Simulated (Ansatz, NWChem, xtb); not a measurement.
## BH2SF (SMILES FBS): methods side by side

The species is BH2SF (5 atoms), meant as a singlet with charge 0. As SMILES, `FBS`. Geometry: relaxed at PBE0-D4/def2-TZVP. This is one conformer, not always the lowest.

Quantity: the vertical ionisation energy (to the doublet cation), in eV. The values are calculated.

```tsv
level	kind	program	value (eV)	CPU time (all runs)
GFN2-xTB	semi-empirical	xtb	15.12	under 2 s
GFN1-xTB	semi-empirical	xtb	16.27	under 2 s
HF/STO-3G	Hartree–Fock	Ansatz	7.04	0.3 s
SVWN5/STO-3G	LDA	Ansatz	8.10	3 s
BLYP/STO-3G	GGA	Ansatz	7.91	5.4 s
PBE/STO-3G	GGA	Ansatz	?	5.3 s
revPBE/STO-3G	GGA	Ansatz	?	5.5 s
r2SCAN/STO-3G	meta-GGA	Ansatz	8.17	9.9 s
B3LYP/def2-SVP	global hybrid	NWChem	10.89	22 s
B3LYP/STO-3G	global hybrid	Ansatz	8.18	3.9 s
```

(1) Estimate what the levels marked ? give.

Results:

(1) As computed at these levels: PBE/STO-3G: 8.06 eV; revPBE/STO-3G: 8.04 eV. The values span 7.04 to 16.27 eV. The xTB values lack the empirical shift that such differences need. CPU times are rough (shared hosts, several kinds of processor): they show what a rung costs within a factor of a few.

The basis set matters far more here than the choice of density functional. B3LYP gives 8.18 eV with STO-3G but 10.89 eV with def2-SVP, whereas all the density functionals in the minimal basis lie between 7.91 and 8.18 eV. The electron probably leaves a sulfur 3p lone pair, partly delocalised into the formally empty boron p orbital. A minimal basis cannot adjust the radial extent of that lone pair or polarise it towards boron, so it underbinds the electron in the neutral molecule. The STO-3G energies are thus implausibly low for a thiol-like sulfur centre, and their close agreement reflects a shared basis error, not convergence.

Hartree–Fock is lower still, at 7.04 eV, as expected when the correlation energy lost on breaking up an electron pair is missing. The larger-basis B3LYP value is the most credible of the set, but the small spread among functionals in STO-3G does not measure its uncertainty.
